**Q:** I ran Ga₃Sb at a wave cutoff of 300 eV and again at a higher one. The forces hardly moved, but the total energy dropped noticeably. Which of the two should I believe?

**A:** Compare their errors at the same cutoff. The wave cutoff is the kinetic energy of the shortest wave from which the calculation may build its electron orbitals. The atoms sit in the same places in every row, and "less reference" means less the value at 600 eV. The largest force change is taken over all atoms and axes, also against 600 eV. A positive pressure means that the cell pushes outwards.

Ansatz 0.2.0, PBE with plane waves and soft PAW potentials (soft_2), no spin polarisation; 4-atom Ga₃Sb cell with fixed, randomly displaced atoms, 8×8×10 k mesh, Gaussian smearing of 0.1 eV, density cutoff four times the wave cutoff. The reference is the run at 600 eV. Energies are for zero smearing; pressures are positive in compression and corrected for the finite cutoff.

```tsv
wave cutoff	energy less reference (meV per atom)	pressure less reference (GPa)	largest force change (eV/Å)	pressure (GPa)
200 eV	8687.2	2.448	0.371	2.181
250 eV	1196.9	0.622	0.102	0.355
300 eV	106.3	0.068	0.017	-0.199
350 eV	6.1	0.028	0.002	-0.239
420 eV	1.4	0.002	0.000	-0.265
```

At 300 eV the energy is 106 meV per atom too high. No force component is off by more than 0.017 eV/Å, which is about 5 % of the largest one in the cell at 600 eV. Your forces were therefore nearly settled while your total energy was not. Settled forces are no evidence of a settled energy.

**Q:** How can an energy be so wrong when its slopes are nearly right?

**A:** Take a limiting case. Suppose that each atom carried a fixed energy error, whatever its neighbours did. A force is minus the slope of the energy with an atom's position, and the pressure is minus its slope with volume. A constant has no slope, so forces and pressure would be exact however wrong the energy was.

At the other end, imagine an error that follows the surroundings closely, for instance one inversely proportional to the volume. It would shrink by about 1 % when the cell swells by 1 %. The pressure would then suffer along with the energy. If the error also followed the distances between the atoms, so would the forces.

**Q:** Which case is closer to my run at 300 eV?

**A:** The pressure error answers that, because it is minus the slope of the energy error with volume. This holds if the cutoff stays fixed while the volume changes, and the pressures in the table are corrected to meet that condition. The estimate below is only as good as that correction.

A swelling of 1 % adds 0.224 Å³ to the 22.39 Å³ of each atom. Multiplied by the pressure error of 0.068 GPa, and with 1 GPa·Å³ equal to about 6.2 meV, this lowers the energy error by about 0.095 meV per atom.

That is roughly 0.09 % of the whole energy error, about a tenth of what the inverse-volume case would give. At 300 eV the error thus behaves much like a constant attached to the atoms. The estimate has no adjustable constant, and the output after this text repeats it for each cutoff.

**Q:** What in an atom could carry such an error?

**A:** The likely carriers are the filled d shells of gallium and antimony. The calculation treats 54 electrons in the cell explicitly, and 40 of them belong to these shells. A d shell of this kind is compact, and a compact orbital can only be built with short waves. If the cutoff removes those waves, the shell is drawn too smoothly and its energy comes out too high.

Such a shell takes little part in bonding, so it looks much the same wherever its atom sits. Plane waves also fill the whole cell evenly and describe the shell about equally badly at every position. Its missing energy therefore travels with the atom and exerts almost no force. By the same reasoning, a material whose compact shells are kept frozen in the atomic cores usually needs fewer short waves.

The numbers show that the error at 300 eV hardly changes with volume, but they do not show that the d shells cause it. A run with the d electrons frozen would test that. The cutoff for the electron density was also raised in step with the wave cutoff, so part of the error may come from there.

**Q:** If the error hardly acts on the atoms, may I relax a structure at 200 eV and save effort?

**A:** No, and that row shows where the comfortable picture stops helping. The largest force change is 0.371 eV/Å, more than the largest force component in the cell at 600 eV, which is 0.339 eV/Å. A relaxation would start from forces that are wrong by as much as they are large. The pressure even has the wrong sign: the cell pushes outwards, whereas at 600 eV it pulls inwards.

**Q:** So at 200 eV the error is no longer attached to the atoms?

**A:** It still is, and by this measure even more closely than at 300 eV. A swelling of 1 % changes the energy error by only 0.04 %. But the error itself has grown to 8.7 eV per atom, and a thin slice of something so large is still 3.4 meV. For the same swelling, the pressure at 600 eV amounts to a change of only about 0.4 meV per atom, so the slice swamps it. The forces suffer in a similar way, from the small part of the error that changes when an atom moves.

The failure thus comes in two stages as the cutoff is lowered. First the total energy goes wrong while the forces stay nearly right. Then the small part of the error that does depend on the surroundings outgrows the real forces and the real pressure.

**Q:** I won't have a run at 600 eV for each material. How do I notice the first stage?

**A:** Repeat the run at the next higher cutoff and look at the energy itself, not only at the forces. Between 300 and 350 eV it drops by 100 meV per atom, which is 94 % of the error that the lower cutoff had. For the other steps in the table this share lies between 77 and 91 %. Here the drop is therefore a fair estimate of the error at the lower cutoff, though it can be almost a quarter too low.

Don't extrapolate the steep fall, though. The energy error shrinks 17-fold from 300 to 350 eV, but only about 4-fold over the wider step to 420 eV. The table does not reveal why it slows. The program also gives a simpler sign: it flagged the runs from 200 to 350 eV as lying below its recommended cutoff.

**Q:** Can I check the pressure in the same way?

**A:** You can, and it needs more care than the forces: at 300 eV the pressure is still off by about 25 % of its small value at 600 eV. Look at the stress along each Cartesian axis as well as at the average. At 300 eV the errors along the three axes are about +0.15, +0.10 and −0.05 GPa. The pressure error is their mean, so the negative one hides part of the other two. A cell that is free to change its shape as well as its volume would feel the larger errors.

**Q:** Is 350 eV good enough, then?

**A:** That depends on what you want from it. The energy error is down to 6.1 meV per atom and the largest force change to 0.002 eV/Å. The pressure has improved less: its error of 0.028 GPa is still about 10 % of the pressure at 600 eV. That percentage belongs to this cell, whose atoms were shifted at random and whose small pressure is no property of the relaxed material.

The picture of a constant error is also weaker here. A swelling of 1 % now changes the energy error by about 0.6 %, not far from the inverse-volume case. At 420 eV the figure is back at about 0.2 %, so this is no steady trend, and the table does not reveal its cause.

**Q:** What does this mean for the energies I already have at 300 eV?

**A:** Compare them only with energies at the same cutoff. If one arrangement of the atoms is computed at 300 eV and another at 350 eV, the second gains about 100 meV per atom for no physical reason. A difference of that size could easily be mistaken for a real preference between two structures.

If both arrangements contain the same atoms and use the same cutoff, most of the error should cancel. The small volume effect at 300 eV supports this for modest changes of the cell, but no second structure was computed to confirm it. For a large rearrangement, repeat the energy difference itself at a higher cutoff.

**Q:** Can I carry these cutoffs over to other calculations of the same compound?

**A:** Only if they use the same atomic potentials. These runs used a soft set. It is made to get by with fewer short waves, and a harder set would need a higher cutoff. The errors are also measured against 600 eV, and no run above that shows how much error is left there. What carries over is the procedure: raise the cutoff, and test the quantity that you will actually use.

Numerical output:

```
Steps from the next lower cutoff:
     row  energy drop in meV per atom  share of the lower row's error in %  energy error shrinks by factor  pressure error shrinks by factor
  250 eV                         7490                                86.22                           7.258                             3.936
  300 eV                         1091                                91.12                           11.26                             9.147
  350 eV                        100.2                                94.26                           17.43                             2.429
  420 eV                          4.7                                77.05                           4.357                                14
Reference pressure at 600 eV in GPa: -0.267
Largest reference force component in eV per angstrom: 0.3393
Errors against the size of the reference quantity:
     row  pressure error in % of reference pressure  force change in % of largest reference force
  200 eV                                      916.9                                         109.4
  250 eV                                        233                                         30.06
  300 eV                                      25.47                                         5.011
  350 eV                                      10.49                                        0.5895
  420 eV                                     0.7491                                             0
Errors of the diagonal stress in GPa:
     row        xx        yy        zz
  200 eV    0.9048      2.45      3.99
  250 eV    0.5113    0.7325     0.622
  300 eV    0.1526    0.1027  -0.05286
  350 eV   0.02087   0.02301   0.04036
  420 eV  0.001625  0.001991   0.00187
Fall of the energy error when the cell swells by 1 %:
     row  fall in meV per atom  fall in % of the energy error
  200 eV                 3.422                        0.03939
  250 eV                0.8694                        0.07264
  300 eV               0.09505                        0.08941
  350 eV               0.03914                         0.6416
  420 eV              0.002795                         0.1997
Electrons treated explicitly in the cell: 54
Of these in filled d shells: 40
Number of cutoffs with the wrong sign of the pressure: 2
```
